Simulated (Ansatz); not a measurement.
Swapping H for CH3 on Ge: the atomisation energy

Gas-phase molecules. On one Ge centre that keeps Br, n of the H ligands are replaced by CH3. The atomisation energy (no zero-point term) y in kJ/mol at CCSD(T)/def2-TZVPP. Shapes: PBE0-D4/def2-TZVP. Programs: Ansatz 0.2.0.

| molecule | n | y (kJ/mol) |
| --- | --- | --- |
| GeH3Br | 0 | 1224 |
| GeH2(CH3)Br | 1 | 2471 |
| GeH(CH3)2Br | 2 | ? |
| Ge(CH3)3Br | 3 | 4969 |

**Question.** Fit y = c + s·n to the known rows and predict GeH(CH3)2Br.

**Answer.** 
1. Means of the 3 rows: n = 1.33333, y = 2888.0.
2. Σ(Δn)² = 4.6667, Σ(Δn·Δy) = 5826, so the slope is 5826/4.6667 = 1248.4.
3. Intercept: 2888.0 − (1248.4) × 1.33333 = 1223.5. The largest residual of the fit is 0.9.
4. GeH(CH3)2Br: 1223.5 + (1248.4) × 2 = 3720 kJ/mol.

The run gave 3720 kJ/mol, so the prediction is off by 0 kJ/mol: they agree to the digits shown. The steps are nearly additive. The slope is the difference between a Ge–CH3 and a Ge–H bond with the ligands’ own bonds. Other levels give for GeH(CH3)2Br: PBE-D4/def2-TZVPP 3805; wB97X-V/def2-TZVPP 3789; B2PLYP/def2-TZVPP 3735 kJ/mol. Coupled cluster in double- or triple-zeta sets underbinds by a few per cent against its basis-set limit. Relativity is left out for Br, Ge. Outer-core shells of Br, Ge are correlated, in sets that cover them unevenly.

Each replacement of H by CH3 raises the atomisation energy by nearly the same amount, about 1248.4 kJ/mol. Most of this comes from the three C–H bonds that arrive with each methyl group, while the exchange of a Ge–H for a Ge–C bond makes only a small net contribution. The large slope is therefore no sign that germanium binds carbon more strongly than hydrogen. Near-additivity is expected for localised, two-centre σ bonds around a saturated germanium centre, whose long bonds probably also keep repulsion between the methyl groups small.

The successful prediction for GeH(CH3)2Br supports this transferability, but not the absolute energy, because an error that recurs with every bond is absorbed into the slope and intercept. The other levels all give higher values, up to 3805 kJ/mol with PBE-D4, where semilocal exchange–correlation probably adds some overbinding. Since the totals merge all bonds, they do not show whether methylation strengthens or weakens the Ge–Br bond.
